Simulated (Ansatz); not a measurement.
## A series in volume scale on LaP

All results are calculated (Ansatz 0.2.0). Periodic Kohn-Sham DFT of a crystal at fixed atoms, scaled to volume_scale times the given cell; pressure positive in compression, energy less spherical unpolarised free atoms, largest_vzz the field gradient of largest size among the nuclei.

The cell before it is scaled or strained (space group Fm-3m, No. 225):
```
LaP
1.0
      0.0000     3.0125     3.0125
      3.0125     0.0000     3.0125
      3.0125     3.0125     0.0000
La P
1 1
Direct
  0.00000 0.00000 0.00000
  0.50000 0.50000 0.50000
```

Settings of every row: method all-electron LAPW; functional LDA; relativity scalar; k mesh 10x10x10; filling fermi-dirac; smearing width 0.03 eV; basis error target 1 meV/atom; nucleus gaussian.

Atom start moment: 0 on all atoms.

Limits: no spin-orbit coupling on heavy atoms.

```csv
row,volume scale,V (Å³/atom),energy less free atoms (eV/atom),pressure (GPa)
1,0.94,25.699,-7.3274,1.616
2,0.96,26.245,-7.3298,-0.167
3,0.98,26.792,-7.3264,-1.769
4,0.99,27.066,-7.3228,-2.507
5,1,27.339,-7.3179,-3.206
6,1.01,27.612,?,?
7,1.02,27.886,-7.3047,-4.501
8,1.04,28.432,-7.2873,-5.672
9,1.06,28.979,-7.2662,-6.728
```

Question: what energy less free atoms and pressure should row 6 give?

Worked fit of energy less free atoms. Take u = (V_r/V)^(2/3) − 1 with V_r = 27.203 Å³ an atom, which is twice the finite (Eulerian) strain; such expansions in the strain, on which the Birch-Murnaghan equation of state is built, carry the rest volume and the bulk modulus. The shown rows have u = 0.03864, 0.02419, 0.0102, 0.00337, -0.00332, -0.0164, -0.02903, -0.04129. Least squares give energy less free atoms = −7.32047 − 0.7286 × u + 14.206 × u² eV/atom; a straight line predicts inner rows, each left out in turn, worse (root mean square 0.0073 against 3.7e-05 eV/atom). All shown rows lie on it to the printed digit. Its lowest point lies at u = 0.0256, or V = 26.19 Å³ an atom, and the curvature there gives the bulk modulus at fixed shape and fractions, B = (4/9)(1 + u)² E″(u)/V = 81.3 GPa. The withheld row has u = -0.0099, so the fit gives −7.32047 − 0.7286 × (-0.0099) + 14.206 × (-0.0099)² = -7.3119 eV/atom.

The calculation gave -7.3119 eV/atom. The fit meets it to the printed digit.

Worked fit of pressure. Take u = (V_r/V)^(2/3) − 1 with V_r = 27.203 Å³ an atom, which is twice the finite (Eulerian) strain; such expansions in the strain, on which the Birch-Murnaghan equation of state is built, carry the rest volume and the bulk modulus. The shown rows have u = 0.03864, 0.02419, 0.0102, 0.00337, -0.00332, -0.0164, -0.02903, -0.04129. Least squares give pressure = −2.8629 + 104.442 × u + 279.82 × u² + 435 × u³ GPa; a parabola predicts inner rows, each left out in turn, worse (root mean square 0.0071 against 0.0021 GPa). The rows lie off it by 0.000, 0.000, -0.001, 0.001, 0.001, 0.001, -0.002, 0.001. The pressure vanishes at u = 0.0256, or V = 26.19 Å³ an atom, and there the bulk modulus at fixed shape and fractions is B = −V dP/dV = (2/3)(1 + u) dP/du = 81.8 GPa. The withheld row has u = -0.0099, so the fit gives −2.8629 + 104.442 × (-0.0099) + 279.82 × (-0.0099)² + 435 × (-0.0099)³ = -3.870 GPa.

The calculation gave -3.87 GPa. The fit meets it to the printed digit.
